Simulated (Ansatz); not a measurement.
## Rh: energy change per atom and pressure against volume scale

Plane-wave DFT, scalar-relativistic PAW made under PBE with cores redone for the functional, no dispersion; the given relaxed cell is scaled uniformly, energy at zero smearing counts from the unscaled cell, pressure at the given Fermi-Dirac smearing is positive in compression. The results are calculated, by Ansatz 0.2.0.

The cell before it is scaled or strained (space group Fm-3m, No. 225):
```
CELL_PARAMETERS angstrom
0.00000 1.94970 1.94970
1.94970 0.00000 1.94970
1.94970 1.94970 0.00000
ATOMIC_POSITIONS crystal
Rh 0.00000 0.00000 0.00000
```

Settings of every row: spin polarised yes; functional BLYP; wave cutoff 420 eV; smearing width 0.05 eV; k mesh 23x23x23.

Atom:
| element | starting moment (Bohr magneton) |
| --- | --- |
| Rh | 1 |

| row | volume scale | V (Å³/atom) | energy change per atom (meV) | pressure (GPa) |
| --- | --- | --- | --- | --- |
| 1 | 0.88 | 13.044 | 184.95 | 38.28 |
| 2 | 0.92 | 13.637 | 74.59 | 22.25 |
| 3 | 0.96 | 14.23 | 16.78 | 9.74 |
| 4 | 1.04 | 15.416 | 15.16 | -7.6 |
| 5 | 1.08 | 16.009 | ? | ? |
| 6 | 1.12 | 16.602 | 114.23 | -17.99 |

Largest site moment is 0 Bohr magneton in every row.

Question: what energy change per atom and pressure should row 5 give?

Worked fit of energy change per atom. Take u = (V_r/V)^(2/3) − 1 with V_r = 14.23 Å³ an atom, which is twice the finite (Eulerian) strain; such expansions in the strain, on which the Birch-Murnaghan equation of state is built, carry the rest volume and the bulk modulus. The shown rows have u = 0.05973, 0.02878, 0, -0.05197, -0.09767. Least squares give energy change per atom = 17.775 + 1344.45 × u + 23984.9 × u² meV; a straight line predicts inner rows, each left out in turn, worse (root mean square 68 against 3.2 meV). The rows lie off it by 1.30, -1.74, -0.99, 2.48, -1.03 (root mean square 1.6 meV). The withheld row has u = -0.07553, so the fit gives 17.775 + 1344.45 × (-0.07553) + 23984.9 × (-0.07553)² = 53.06 meV.

The calculation gave 55.12 meV. The fit lies 2.06 meV (3.7 % of the value, 1.2 % of the column's range) below it; its largest miss of a shown row is 2.48 meV.

Worked fit of pressure. Take u = (V_r/V)^(2/3) − 1 with V_r = 14.23 Å³ an atom, which is twice the finite (Eulerian) strain; such expansions in the strain, on which the Birch-Murnaghan equation of state is built, carry the rest volume and the bulk modulus. The shown rows have u = 0.05973, 0.02878, 0, -0.05197, -0.09767. Least squares give pressure = 9.821 + 402.21 × u + 1211.8 × u² GPa; a straight line predicts inner rows, each left out in turn, worse (root mean square 3.4 against 0.27 GPa). The rows lie off it by 0.11, -0.15, -0.08, 0.21, -0.09 (root mean square 0.14 GPa). The withheld row has u = -0.07553, so the fit gives 9.821 + 402.21 × (-0.07553) + 1211.8 × (-0.07553)² = -13.64 GPa.

The calculation gave -13.48 GPa. The fit lies 0.16 GPa (1.2 % of the value, 0.28 % of the column's range) below it; its largest miss of a shown row is 0.21 GPa.
